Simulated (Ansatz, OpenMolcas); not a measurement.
# Correcting a cheap level on molecular compounds of Si

The atomisation enthalpy at 298 K in kJ/mol of 6 molecular compounds of Si: x at B3LYP/6-31G* (Cartesian functions), y from tabulated heats of molecules and atoms (CRC Handbook of Chemistry and Physics, NIST-JANAF tables). Shapes, held fixed at every level: PBE0-D4/def2-TZVP. Computed values hold a harmonic thermal term (PBE0-D4/def2-TZVP) and the atoms' spin-orbit lowering. Programs: OpenMolcas 26.06.

```
                          molecule  x (kJ/mol)  y (kJ/mol)
    SiH2Cl2 (dichlorosilane (DCS))        1361        1449
     SiCl4 (silicon tetrachloride)        1435        1598
          SiH2F2 (SMILES F[SiH2]F)        1757        1836
             SiH3(SiH3) (disilane)        2104        2128
      SiF4 (silicon tetrafluoride)        2271           ?
Si(CH3)Cl3 (methyltrichlorosilane)        2623        2714
```

Fit y = c + s·x to the known rows and predict y for SiF4.


1. Means of the 5 rows: x = 1856.00, y = 1945.0.
2. Σ(Δx)² = 1081860, Σ(Δx·Δy) = 1037605, so the slope is 1037605/1081860 = 0.95909.
3. Intercept: 1945.0 − (0.95909) × 1856.00 = 164.9. The largest residual of the fit is 57.
4. SiF4: 164.9 + 0.95909 × 2271 = 2343 kJ/mol.

The tabulated heats give 2382 kJ/mol, so the prediction is off by -39 kJ/mol, within the largest residual. Uncorrected, B3LYP/6-31G* (Cartesian functions) misses it by -111 kJ/mol, and the other rows by 89 on average. The line removes about 60 % of this miss. Left out in turn, the other rows are missed by 70 kJ/mol on average, hardly better than no correction. The heats of SiH2Cl2 come from older tables and can be uncertain by 10 kJ/mol or more. The tabulated values of SiH2F2, SiH3(SiH3), Si(CH3)Cl3 are in doubt (older tables, estimates, or at odds with other calculations) and kept here.

B3LYP/6-31G* underbinds all six molecules, and the shortfall follows the number of silicon–halogen bonds rather than the total atomisation enthalpy. It is smallest for disilane and largest for the two tetrahalides, though methyltrichlorosilane lies barely above dichlorosilane. The likely reason is that strongly polar Si–Cl and Si–F bonds need flexible d functions on silicon and the halogen to describe polarisation and lone-pair donation into Si–X antibonding orbitals. The separated atoms need them far less, so a small basis penalises the molecule; the functional's own error may add to this.

A line in x cannot represent that dependence. It overcorrects disilane and undercorrects SiCl4, although SiCl4 has the much smaller atomisation enthalpy. SiF4 is likewise left too weakly bound, as expected for a fully halogenated molecule. Its improvement therefore reflects mostly a general upward shift, not a transferable relation, and the slope has no evident physical meaning. A correction counted by bond type would probably be a better-founded choice, but these few compounds could hardly fix its parameters.
